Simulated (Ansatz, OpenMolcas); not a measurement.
## BGeH3Cl2 (SMILES Cl[B](Cl)[GeH3]): the energy, rung by rung

The species is BGeH3Cl2 (7 atoms), meant as a singlet with charge 0. SMILES: `Cl[B](Cl)[GeH3]`. The shape is that of a PBE0-D4/def2-TZVP optimisation.

```xyz
7

Cl    1.7495   -1.4282    1.2087
B     0.2064   -1.0219    0.5115
Cl   -1.0824   -2.1918    0.6047
Ge   -0.1231    0.7985   -0.4122
H    -0.5562    0.5606   -1.8683
H    -1.2661    1.5343    0.3067
H     1.1333    1.6805   -0.3967
```

Each level gives the energy change with the B2–Cl3 bond stretched from 1.743 to 3.138 Å (eV). The values are calculated.

| level | kind | program | value (eV) | less CCSD(T)/cc-pVDZ | CPU time (all runs) |
| --- | --- | --- | --- | --- | --- |
| HF/cc-pVDZ (restricted) | Hartree–Fock | Ansatz | 4.18 | +0.34 | 10 s |
| SVWN5/cc-pVDZ (restricted) | LDA | Ansatz | 3.93 | +0.09 | 14 s |
| BLYP/cc-pVDZ (restricted) | GGA | OpenMolcas | 3.25 | -0.59 | 51 s |
| M06-L/cc-pVDZ (restricted) | meta-GGA | OpenMolcas | 3.68 | -0.16 | 65 s |
| r2SCAN0/cc-pVDZ (restricted) | hybrid meta-GGA | Ansatz | 4.06 | +0.22 | 54 s |
| HSE06/cc-pVDZ (restricted) | range-separated hybrid | Ansatz | 3.94 | +0.10 | 26 s |
| B2PLYP/cc-pVDZ (restricted) | double hybrid | Ansatz | 3.83 | -0.01 | 41 s |
| RPA@PBE0/cc-pVDZ (restricted) | RPA | Ansatz | 3.81 | -0.03 | 47 s |
| CCSD(T)/cc-pVDZ (restricted) | coupled cluster or CI | OpenMolcas | 3.84 | 0.00 | 1.7 min |

Differences are taken from CCSD(T)/cc-pVDZ (restricted) for orientation; it has basis-set and higher-order errors of its own. At this stretch a single reference begins to fail. All-electron rows without a relativistic Hamiltonian named are non-relativistic. The first shape isn't each level's own minimum. The values span 3.25 to 4.18 eV. In the correlated wave-function rows the outer d shell of Ge is correlated, in sets not made for it. CPU times are rough (shared hosts, several kinds of processor and program).

Stretching the B–Cl bond costs 3.84 eV at the CCSD(T) level, as expected for a strong, polar σ bond reinforced by donation from a chlorine lone pair into the empty boron p orbital. Both contributions fade as the overlap falls. Restricted Hartree–Fock gives the highest cost, 4.18 eV, because a doubly occupied bonding orbital cannot let the two electrons separate onto different fragments, and this missing left-right correlation weighs more in the stretched bond than at the starting geometry.

The errors don't shrink steadily from one class of functional to the next. SVWN5 lies closer to CCSD(T) than BLYP, M06-L or r2SCAN0 does, probably through cancellation between its overbinding and its description of the stretched bond. B2PLYP and RPA nearly reproduce the coupled-cluster value, but agreement in a single energy difference doesn't establish the shape of the curve. Nor is that difference a bond dissociation energy, since the fragments still interact at the longer distance and have not relaxed.
